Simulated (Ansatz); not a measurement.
**Ligand exchange: GeH4 + C2H2FI → GeH3I + C2H3F**

Species: GeH4 (germane) `[GeH4]`, singlet; C2H2FI `F/C=C/I`, singlet; GeH3I `[GeH3][I]`, singlet; C2H3F `C=CF`, singlet. The partners trade H for I: Ge–H and C–I bonds give way to Ge–I and C–H.

Shapes, held fixed at every level: PBE0-D4/def2-TZVP. Programs: Ansatz 0.2.0. The zero-point and thermal change to 298 K, harmonic and unscaled (PBE0-D4/def2-TZVP), is +8.9 kJ/mol.

| level | kind | ΔH(298 K) (kJ/mol) | less CCSD(T)/def2-TZVPP | CPU time (sum over the molecules) |
| --- | --- | --- | --- | --- |
| HF/def2-TZVPP | Hartree–Fock | -148.6 | -26.8 | – |
| r2SCAN-D4/def2-TZVPP | meta-GGA | -127.6 | -5.8 | 23 s |
| B3LYP-D4/def2-TZVPP | global hybrid | -126.7 | -4.9 | 16 s |
| r2SCAN0-D4/def2-TZVPP | global hybrid | -134.0 | -12.2 | 22 s |
| wB97M-V/def2-TZVPP | range-separated hybrid | -128.4 | -6.6 | 52 s |
| wB97X-V/def2-TZVPP | range-separated hybrid | -126.9 | -5.1 | 33 s |
| CCSD(T)/def2-TZVPP | coupled cluster or CI | -121.8 | 0.0 | 3.8 min |

The highest level, CCSD(T)/def2-TZVPP, gives ΔH(298 K) = -121.8 kJ/mol; the levels span -148.6 to -121.8. The column of differences is taken from that level and isn't an error. No measured value is set beside it here. For atoms past krypton def2 sets carry core potentials with scalar relativity. Relativity is left out for Ge unless named. Correlated rows may include outer-core shells of Ge, I, which these sets cover unevenly. Times are processor times on shared x86 and Arm servers, and rough.

Every level makes the exchange strongly exothermic, so its direction is not in doubt. The driving force is mainly the replacement of a weak C–I bond by a strong C–H bond. Carbon and iodine differ little in electronegativity, and the diffuse iodine 5p orbital overlaps poorly with compact carbon orbitals. Germanium is more electropositive and has larger valence orbitals, so it gives up hydrogen for iodine at much less cost, helped by the polarity of Ge–I.

Hartree–Fock overshoots most, at -148.6 kJ/mol against -121.8 kJ/mol with coupled cluster, which shows that correlation favours the reactants on balance. A probable source is the correlation among the iodine lone pairs, the C–I bond and the adjacent π system, which is only partly recovered in Ge–I. Going from r2SCAN to r2SCAN0 also makes the reaction more exothermic, but the other hybrids show that exact exchange alone does not set the result. The small spread among most of the functionals doesn't establish a ranking, since the coupled-cluster value itself probably retains a basis-set error of comparable size.
